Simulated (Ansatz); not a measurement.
All numbers below come from DFT PBE, scalar-relativistic, plane waves, PAW (Ansatz 0.2.0). Settings: cutoff 420 eV, Γ-centred meshes spaced at most about 0.3 Å⁻¹, and about 0.25 Å⁻¹ or finer for metals (2π included), Gaussian smearing. No spin polarisation in the final relaxations.

These are static total energies at zero pressure.

Two forms of HfCl₅ were relaxed alike.

A.

```cif
data_structure
_symmetry_space_group_name_H-M 'P6/mmm'
_symmetry_Int_Tables_number 191
_cell_length_a 5.6494
_cell_length_b 5.6494
_cell_length_c 8.7570
_cell_angle_alpha 90.000
_cell_angle_beta 90.000
_cell_angle_gamma 120.000
_cell_volume 242.04
loop_
_atom_site_label
_atom_site_type_symbol
_atom_site_symmetry_multiplicity
_atom_site_Wyckoff_symbol
_atom_site_fract_x
_atom_site_fract_y
_atom_site_fract_z
_atom_site_occupancy
Hf1 Hf 1 b 0.00000 0.00000 0.50000 1
Cl1 Cl 3 g 0.50000 0.00000 0.50000 1
Cl2 Cl 2 e 0.00000 0.00000 0.23335 1
```

B.

```cif
data_structure
_symmetry_space_group_name_H-M 'R-3m:H'
_symmetry_Int_Tables_number 166
_cell_length_a 5.6495
_cell_length_b 5.6495
_cell_length_c 21.8982
_cell_angle_alpha 90.000
_cell_angle_beta 90.000
_cell_angle_gamma 120.000
_cell_volume 605.28
loop_
_atom_site_label
_atom_site_type_symbol
_atom_site_symmetry_multiplicity
_atom_site_Wyckoff_symbol
_atom_site_fract_x
_atom_site_fract_y
_atom_site_fract_z
_atom_site_occupancy
Hf1 Hf 3 b 0.66667 0.33333 0.83333 1
Cl1 Cl 9 d 0.16667 0.33333 0.83333 1
Cl2 Cl 6 c 0.66667 0.33333 0.72674 1
```

Question: Which would you expect to be lower, and how large is the difference?

Answer: They are level within the accuracy (2 meV/atom apart, with B the lower in these runs). A has space group P6/mmm (No. 191), 40.3 Å³/atom and no gap on its mesh; B has space group R-3m (No. 166), 33.6 Å³/atom and no gap. Counting Cl atoms around Hf (those within 1.25 times the shortest such distance or 1.15 times the sum of covalent radii; a plus sign parts nearer from farther groups), A and B both have Hf 2+6. Both come from invented guesses.

The k mesh leaves some 4 meV/atom of noise in the energy of each metallic cell. Weakly bound directions are ill-defined at this level, which has no dispersion term (P6/mmm, R-3m), and this can change margins and order among such cells. Spin–orbit coupling, which can matter for Hf, is left out. In P6/mmm, R-3m an odd number of electrons in the primitive cell allows no gap without spin; a larger cell or a magnetic state could open one. A magnetic state wasn't ruled out in cells without spin, among them P6/mmm, R-3m. Cells relaxed within their symmetry can be saddle points.

The two cells contain practically the same HfCl₅ sheet and differ in how it is stacked, which explains why a large change in volume costs almost no energy. In A the axial chlorines of neighbouring sheets face each other directly, and closed-shell repulsion holds the sheets apart. In B they sit over hollows, so the sheets can move closer. Dispersion attraction would therefore probably favour the denser B, but the computed energies establish no preference.

The stoichiometry is the more serious difficulty. Hafnium has only four valence electrons, so five chlorides cannot all reach a closed shell. The missing electron probably leaves a hole in the Cl 3p band rather than producing a genuine Hf(V) centre, consistent with the absence of a gap in both cells. The two short axial contacts and six longer, bridging in-plane ones also suggest a strained bonding compromise. Near-degeneracy of these stackings says nothing about whether either would survive against loss of chlorine to form HfCl₄, the familiar chloride of hafnium.
